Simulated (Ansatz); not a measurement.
## A series in volume scale on Bi2Te3

All results are calculated (Ansatz 0.2.0). Free energy against uniform scaling of the volume at fixed shape and fractions; periodic cell, basis, potentials, k mesh and filling as listed.

The cell before it is scaled or strained (space group R-3m, No. 166):
```
CELL_PARAMETERS angstrom
2.20030 1.27030 10.19940
-2.20030 1.27030 10.19940
0.00000 -2.54070 10.19940
ATOMIC_POSITIONS crystal
Bi 0.40000 0.40000 0.40000
Bi 0.60000 0.60000 0.60000
Te 0.00000 0.00000 0.00000
Te 0.20950 0.20950 0.20950
Te 0.79050 0.79050 0.79050
```

Settings of every row: functional PBE; dispersion none; potentials PAW; wave cutoff 500 eV; density cutoff 2000 eV; k mesh 6x6x6; k shift 0x0x0; occupations fixed; smearing width 0 eV; spin none.

Limits: a layered crystal: even scaling strains the bonds within the layers, so this curve is stiffer than the crystal under pressure; coarse k mesh, up to 40 meV an atom off; no spin-orbit coupling, which can matter with elements this heavy.

| row | volume scale | V (Å³/atom) | pressure (GPa) | energy above lowest point (meV/atom) |
| --- | --- | --- | --- | --- |
| 1 | 0.9406 | 32.178 | 5.07 | 43.4 |
| 2 | 0.9703 | 33.194 | ? | ? |
| 3 | 1 | 34.21 | 1.36 | 3.9 |
| 4 | 1.0297 | 35.226 | -0.09 | 0 |
| 5 | 1.0594 | 36.242 | -1.33 | 4.6 |

Question: what pressure and energy above lowest point should row 2 give?

Worked fit of pressure. Take u = (V_r/V)^(2/3) − 1 with V_r = 34.718 Å³ an atom, which is twice the finite (Eulerian) strain; such expansions in the strain, on which the Birch-Murnaghan equation of state is built, carry the rest volume and the bulk modulus. The shown rows have u = 0.05195, 0.00988, -0.00964, -0.02823. Least squares give pressure = 0.605 + 74.62 × u + 218 × u² GPa; a straight line predicts inner rows, each left out in turn, worse (root mean square 0.21 against 0.0091 GPa). All shown rows lie on it to the printed digit. The pressure vanishes at u = -0.0083, or V = 35.16 Å³ an atom, and there the bulk modulus at fixed shape and fractions is B = −V dP/dV = (2/3)(1 + u) dP/du = 46.9 GPa. Letting shape and atoms relax would as a rule lower it, by much in layered, chain or molecular crystals. The withheld row has u = 0.03038, so the fit gives 0.605 + 74.62 × (0.03038) + 218 × (0.03038)² = 3.07 GPa.

The calculation gave 3.07 GPa. The fit meets it to the printed digit.

Worked fit of energy above lowest point. Take u = (V_r/V)^(2/3) − 1 with V_r = 34.718 Å³ an atom, which is twice the finite (Eulerian) strain; such expansions in the strain, on which the Birch-Murnaghan equation of state is built, carry the rest volume and the bulk modulus. The shown rows have u = 0.05195, 0.00988, -0.00964, -0.02823. Least squares give energy above lowest point = 0.78 + 200.8 × u + 11924 × u² meV/atom; a straight line predicts inner rows, each left out in turn, worse (root mean square 12 against 0.09 meV/atom). All shown rows lie on it to the printed digit. Its lowest point lies at u = -0.0084, or V = 35.16 Å³ an atom, and the curvature there gives the bulk modulus at fixed shape and fractions, B = (4/9)(1 + u)² E″(u)/V = 47.5 GPa. Letting shape and atoms relax would as a rule lower it, by much in layered, chain or molecular crystals. The withheld row has u = 0.03038, so the fit gives 0.78 + 200.8 × (0.03038) + 11924 × (0.03038)² = 17.9 meV/atom.

The calculation gave 17.8 meV/atom. The fit lies 0.1 meV/atom (0.23 % of the column's range) above it, one unit of the last digit.
